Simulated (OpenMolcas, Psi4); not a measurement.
# How methods differ on CH2AlN (SMILES N#[C][AlH2])

The species is CH2AlN (5 atoms), meant as a singlet with charge 0. SMILES: `N#[C][AlH2]`. The shape is that of a PBE0-D4/def2-TZVP optimisation.

```jsonl
{"atom": "N", "x (Å)": "1.3823", "y (Å)": "-1.3460", "z (Å)": "1.3942"}
{"atom": "C", "x (Å)": "0.7142", "y (Å)": "-0.6980", "z (Å)": "0.7118"}
{"atom": "Al", "x (Å)": "-0.4072", "y (Å)": "0.3900", "z (Å)": "-0.4346"}
{"atom": "H", "x (Å)": "-1.6297", "y (Å)": "-0.3229", "z (Å)": "-1.1202"}
{"atom": "H", "x (Å)": "-0.0097", "y (Å)": "1.9032", "z (Å)": "-0.5926"}
```

Each level gives the energy change with the C2–Al3 bond stretched from 1.938 to 4.263 Å (eV). The values are calculated.

| level | kind | program | value (eV) | CPU time (all runs) |
| --- | --- | --- | --- | --- |
| SVWN5/aug-cc-pVDZ (restricted) | LDA | OpenMolcas | 4.44 | 50 s |
| BLYP/aug-cc-pVDZ (restricted) | GGA | Psi4 | 4.06 | 51 s |
| PBE/aug-cc-pVDZ (restricted) | GGA | OpenMolcas | 4.21 | 2.2 min |
| M06-L/aug-cc-pVDZ (restricted) | meta-GGA | Psi4 | 4.45 | 1.8 min |
| B3LYP/aug-cc-pVDZ (restricted) | global hybrid | Psi4 | 4.51 | 51 s |
| BHLYP/aug-cc-pVDZ (restricted) | global hybrid | OpenMolcas | 4.97 | 37 s |
| wB97M-V/aug-cc-pVDZ (restricted) | range-separated hybrid | Psi4 | 4.88 | 5.9 min |
| DSD-PBEP86/aug-cc-pVDZ (density fitting for correlation) (restricted) | double hybrid | Psi4 | 4.89 | 51 s |

The first shape isn't each level's own minimum. The values span 4.06 to 4.97 eV. CPU times are rough (shared hosts, several kinds of processor): they show what a rung costs within a factor of a few.

Stretching the Al–C bond costs more with every hybrid than with any semilocal functional. The clearest sequence is BLYP, B3LYP and BHLYP, where the cost rises from 4.06 through 4.51 to 4.97 eV as the share of exact exchange grows. That share doesn't order the whole table, however: the double hybrid falls below BHLYP despite its larger share, and M06-L, with none, nearly matches B3LYP.

The bond is strongly polar, with electropositive aluminium bound to the electron-withdrawing cyanide group. Homolytic cleavage would give two doublet radicals, but a restricted determinant keeps the bonding pair in one spatial orbital and so retains ionic character as the bond stretches. Exact exchange probably exposes the missing static correlation that semilocal exchange partly mimics. The values are therefore best read as restricted stretching energies, not as dissociation energies to neutral radicals. The close agreement between wB97M-V and DSD-PBEP86 doesn't establish accuracy, since both share this restriction.
